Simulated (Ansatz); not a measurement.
## MnPt₃: energy above lowest point against volume scale

Free energy against uniform scaling of the volume at fixed shape and fractions; periodic cell, basis, potentials, k mesh and filling as listed. The results are calculated, by Ansatz 0.2.0.

The cell before it is scaled or strained (space group Pm-3m, No. 221):
```
CELL_PARAMETERS angstrom
3.90000 0.00000 0.00000
0.00000 3.90000 0.00000
0.00000 0.00000 3.90000
ATOMIC_POSITIONS crystal
Mn 0.00000 0.00000 0.00000
Pt 0.00000 0.50000 0.50000
Pt 0.50000 0.00000 0.50000
Pt 0.50000 0.50000 0.00000
```

Settings of every row: functional r2SCAN; dispersion none; potentials PAW; wave cutoff 650 eV; density cutoff 2600 eV; k mesh 6x6x6; k shift 0x0x0; occupations fermi dirac; smearing width 0.15 eV; spin collinear; SCF threshold exponent -9.

Limits: coarse k mesh, up to 40 meV an atom off; state may not be the lowest; no spin-orbit coupling, which can matter with elements this heavy; with one magnetic atom in the cell only parallel moments are possible.

```csv
row,volume scale,V (Å³/atom),energy above lowest point (meV/atom)
1,0.9,13.347,157.4
2,0.925,13.718,88.1
3,0.95,14.088,40.8
4,0.975,14.459,12.3
5,1,14.83,0
6,1.025,15.2,1.4
7,1.05,15.571,14.5
8,1.075,15.942,?
9,1.1,16.313,69.1
```

Question: what energy above lowest point should row 8 give?

Worked fit of energy above lowest point. Take u = (V_r/V)^(2/3) − 1 with V_r = 14.645 Å³ an atom, which is twice the finite (Eulerian) strain; such expansions in the strain, on which the Birch-Murnaghan equation of state is built, carry the rest volume and the bulk modulus. The shown rows have u = 0.06383, 0.04456, 0.02619, 0.00856, -0.00833, -0.02449, -0.04005, -0.06938. Least squares give energy above lowest point = 4.31 + 724.1 × u + 25119 × u² + 17563 × u³ meV/atom; a parabola predicts inner rows, each left out in turn, worse (root mean square 1.3 against 0.075 meV/atom). The rows lie off it by 0.0, 0.1, 0.0, -0.1, 0.0, 0.0, 0.0, 0.0. The withheld row has u = -0.055, so the fit gives 4.31 + 724.1 × (-0.055) + 25119 × (-0.055)² + 17563 × (-0.055)³ = 37.5 meV/atom.

The calculation gave 37.6 meV/atom. The fit lies 0.1 meV/atom (0.064 % of the column's range) below it, one unit of the last digit.
